A Bader charge is found by cutting the computed electron density into regions, one for each atom, along surfaces on which the density is lowest between neighbours. The valence electrons inside a region are counted and compared with those of the neutral atom; an atom that has lost electrons gets a positive charge. The densities come from density-functional calculations with a gradient-corrected functional on relaxed crystals. Each value is a mean over the atoms of one element.

Intermetallics of aluminium with a d metal, each relaxed within the symmetry of its starting structure with Ansatz 0.2.0 (plane-wave PAW, scalar-relativistic, PBEsol, 420 eV cutoff, Gaussian smearing of 0.1 eV). Bader charges are means over the atoms of an element, positive for atoms that lose electrons. Valence electrons include the d shell of the d metal.

```tsv
formula	space group	volume per atom (Å³)	shortest distance (Å)	pair at the shortest distance	valence electrons an atom	spin	k mesh	most negative Bader charge (e)	most negative element	most positive Bader charge (e)	most positive element
Al2Pt	Fm-3m	17.09	2.553	Al-Pt	5.33	none	12×12×12	-3.72	Pt	1.86	Al
Al2Ru	I4/mmm	13.68	2.582	Al-Ru	4.67	none	18×18×18	-2.94	Ru	1.47	Al
Al3Ru2	I4/mmm	13.46	2.510	Ru-Al	5.00	none	16×16×16	-2.63	Ru	1.76	Al
AlRu	Pm-3m	13.18	2.578	Al-Ru	5.50	none	14×14×14	-1.95	Ru	1.95	Al
AlNi	Pm-3m	11.72	2.479	Al-Ni	6.50	none	14×14×14	-1.75	Ni	1.75	Al
AlCu	Pm-3m	12.91	2.560	Al-Cu	7.00	none	14×14×14	-1.43	Cu	1.43	Al
Ti3Al	Fm-3m	16.25	2.764	Al-Ti	3.75	collinear	12×12×12	-1.03	Al	0.35	Ti
Al3Cu	Pm-3m	14.74	2.752	Al-Al	5.00	none	12×12×12	-0.96	Cu	0.32	Al
AlCo3	P6_3/mmc	10.95	2.477	Co-Co	7.50	collinear	12×12×10	-0.63	Co	1.90	Al
TiAl	P4/mmm	15.78	2.795	Al-Al	3.50	none	14×14×10	-0.62	Al	0.62	Ti
AlNi3	Fm-3m	10.96	2.423	Al-Ni	8.25	none	14×14×14	-0.62	Ni	1.85	Al
AlCu3	Pm-3m	11.98	2.568	Al-Cu	9.00	none	12×12×12	-0.52	Cu	1.56	Al
TiAl2	Cmmm	15.56	2.711	Al-Ti	3.33	none	10×10×10	-0.35	Al	0.69	Ti
TiAl3	Pm-3m	15.39	2.792	Al-Ti	3.25	none	10×10×10	-0.23	Al	0.70	Ti
```

The charge on the d metal runs from -3.72 e in Al2Pt to -0.52 e in AlCu3, and with titanium it turns positive. Three explanations are on offer. The charge may measure how strongly the metal attracts electrons, it may measure how many aluminium atoms there are to supply them, or it may mostly record where the border between two atoms was drawn.

**Attraction**

The first idea is tempting because platinum and ruthenium, the most electronegative metals here, stand at the top of the table. It also gets the direction right in every row. On Pauling's scale, in roughly recalled values, titanium (1.5) lies just below aluminium (1.6) and gives electrons to it, while the other d metals lie above and take them.

The size of the charge is another matter. Nickel carries -1.75 e in AlNi but only -0.62 e in AlNi3, and an element's electronegativity doesn't change between two crystals. The top of the table misleads because its first three compounds are also rich in aluminium.

**Supply**

Suppose that each giving atom loses a fixed charge $q$ and that $r$ givers share one taker. Neutrality then fixes the charge $Q$ that each taker gains:

$$Q = r\,q .$$

The relation itself always holds; the physical claim is that $q$ stays constant. Sodium oxide is the simple model: oxygen takes up two electrons because two sodium atoms give one each. There a closed shell fixes the amount, whereas in these metals no shell closes, so the constancy of $q$ has to be tested.

Pairs with the same d metal make the test. From AlNi3 to AlNi the supply per nickel atom triples, and the charge grows by a factor of 2.8. Copper gives nearly the same factor between AlCu3 and AlCu, although there the underlying lattice changes too, from face-centred to body-centred cubic, whereas both nickel crystals are ordered on body-centred cubic sites. With titanium as the giver the rule works in reverse: from TiAl3 to TiAl the charge on aluminium grows by a factor of 2.7. The two nickel crystals were computed without spin polarisation, so a magnetic state may lie lower, but the copper and titanium pairs carry no such warning.

Among the metals that take electrons, attraction then acts as a correction to the size. AlRu, AlNi and AlCu share one structure and one composition, and ruthenium takes 1.36 times as much as copper. Electronegativity alone doesn't settle even this order, since nickel and copper are nearly equal on the scale and still differ by 0.3 e.

The limits show where a constant $q$ can hold and where it must fail. An aluminium atom surrounded by d metal hardly notices if still more d metal is added, so its loss levels off. In the opposite limit most aluminium atoms have only their own kind around them, as in pure aluminium, and the mean loss must tend to zero. The ruthenium compounds show the start of this decline, from 1.95 e per aluminium atom in AlRu to 1.47 e in Al2Ru. Titanium as the giver loses 0.70 e in TiAl3 but only 0.35 e in Ti3Al, though that last crystal is also magnetic, in a state whose stability was not checked.

Al3Cu breaks the rule outright. If each aluminium atom lost as much as in AlCu, copper would carry -4.29 e; it carries -0.96 e, less than in AlCu itself. This one row decides the overall fits. Without it, a constant loss describes the nine remaining crystals in which aluminium gives with a typical miss of 0.23 e, against 0.55 e for a charge proportional to the electronegativity difference. With it the order is reversed, so the case for supply rests on the three pairs above and weakens where the giving atoms are in the majority.

**The border**

The volumes of the Bader regions from the same calculations show what happens in Al3Cu. Across the table the region of an aluminium atom ranges from 5 to 20 Å$^3$, yet its mean valence density stays close to 0.2 electrons per Å$^3$, except in Al2Pt, where it is lower. With three valence electrons in the neutral atom, the charge of aluminium is therefore nearly

$$q_{\mathrm{Al}} = 3 - \rho V ,$$

where $V$ is the volume of the region and $\rho$ = 0.197 electrons per Å$^3$ is one constant fitted to all fourteen rows. The typical miss is 0.09 e; Al2Pt is the worst, at 0.33 e.

For Al3Cu the region measures 13.87 Å$^3$ and by this formula should hold 0.197 × 13.87 = 2.73 electrons. The estimated charge is 3 - 2.73 = 0.27 e, and the calculation gave 0.32 e; this row was part of the fit. In AlCu the region is only 8.13 Å$^3$. The small charge in Al3Cu thus goes with a larger region, at the same mean density.

The formula tells what the charge counts, but not why the border lies where it does, since volume and charge follow from the same border. Theory argues that the atom with the stronger pull gathers density around itself and pushes the minimum towards its neighbour. Between atoms in a good metal that minimum is shallow, and a slight change of density can move it far. This is a known weakness of Bader charges and may explain Al3Cu, but a second way of counting doesn't single that crystal out. Electron counts projected on atomic orbitals make copper positive and hardly change from AlCu to Al3Cu, yet for nickel they hardly change from AlNi3 to AlNi either, where the Bader charge nearly triples. The supply rule is therefore a rule for Bader charges, which the projected counts don't confirm. A calculation of the charges on a finer grid, which would show whether the border is numerically settled, is not available.

The same caution applies to platinum. Its -3.72 e doesn't describe an ion with nearly four extra electrons: the projected count leaves platinum within about 0.2 e of neutral. That count has its own bias: it lacks the outer p shell of the d metal, and some of the density that belongs there is expected to be credited to aluminium. Neither number is the one true charge.

For a neighbouring compound, electronegativity gives the direction of the Bader charge. A first guess at the size comes from a crystal of the same two elements: take the loss per giving atom, multiply it by the number of givers per taker, and treat the result as too high, perhaps several times too high as for Al3Cu, if the new compound is richer in givers than the known one. In the other direction the guess can be far too low, as it would be for AlCu if Al3Cu were the known crystal. When charges are used to compare alloys, for instance as a descriptor in materials screening, composition and structure should be held fixed; otherwise the ranking may reflect the recipe as much as the elements. The printed analysis below lists the pairs, the fits and the region of every row.

The analysis program printed:

```
Charges and Al regions:
     row  Al charge (e)  d metal charge (e)  givers per taker  Al region (A^3)  Al region / mean atom volume  electrons per A^3 in Al region
   Al2Pt           1.86               -3.72                 2             7.45                        0.4359                           0.153
   Al2Ru           1.47               -2.94                 2              7.7                        0.5629                          0.1987
  Al3Ru2           1.76               -2.63               1.5             6.35                        0.4718                          0.1953
    AlRu           1.95               -1.95                 1             5.29                        0.4014                          0.1985
    AlNi           1.75               -1.75                 1             6.21                        0.5299                          0.2013
    AlCu           1.43               -1.43                 1             8.13                        0.6297                          0.1931
   Ti3Al          -1.03                0.35                 3            20.21                         1.244                          0.1994
   Al3Cu           0.32               -0.96                 3            13.87                         0.941                          0.1932
   AlCo3            1.9               -0.63            0.3333              5.3                         0.484                          0.2075
    TiAl          -0.62                0.62                 1            18.18                         1.152                          0.1991
   AlNi3           1.85               -0.62            0.3333             5.65                        0.5155                          0.2035
   AlCu3           1.56               -0.52            0.3333             7.33                        0.6119                          0.1965
   TiAl2          -0.35                0.69               0.5            16.81                          1.08                          0.1993
   TiAl3          -0.23                 0.7            0.3333            16.24                         1.055                          0.1989
Rows whose sign follows electronegativity: 14
Taker charge AlNi / AlNi3 (supply 3, appetite 1): 2.823
Taker charge AlCu / AlCu3 (supply 3, appetite 1): 2.75
Taker charge Al2Ru / AlRu (supply 2, appetite 1): 1.508
Taker charge TiAl / TiAl3 (supply 3, appetite 1): 2.696
Taker charge Ti3Al / TiAl (supply 3, appetite 1): 1.661
Element effect at 1 to 1, AlRu / AlCu: 1.364
Supply, fitted loss per Al without Al3Cu (e): 1.692
Supply, rms miss without Al3Cu (e): 0.2277
Appetite, rms miss without Al3Cu (e): 0.5516
Supply, rms miss with Al3Cu (e): 1.032
Appetite, rms miss with Al3Cu (e): 0.5324
Cu charge in Al3Cu if each Al lost as much as in AlCu (e): -4.29
fit of NAl on 14 rows: coefficient of VAl 0.1971 +/- 0.0022; rms 0.0937, worst Al2Pt 0.328, leave-one-out rms 0.0976
Projected charge of Pt in Al2Pt (e): 0.19
Projected charge of Cu in AlCu (e): 0.65
Projected charge of Cu in Al3Cu (e): 0.61
```
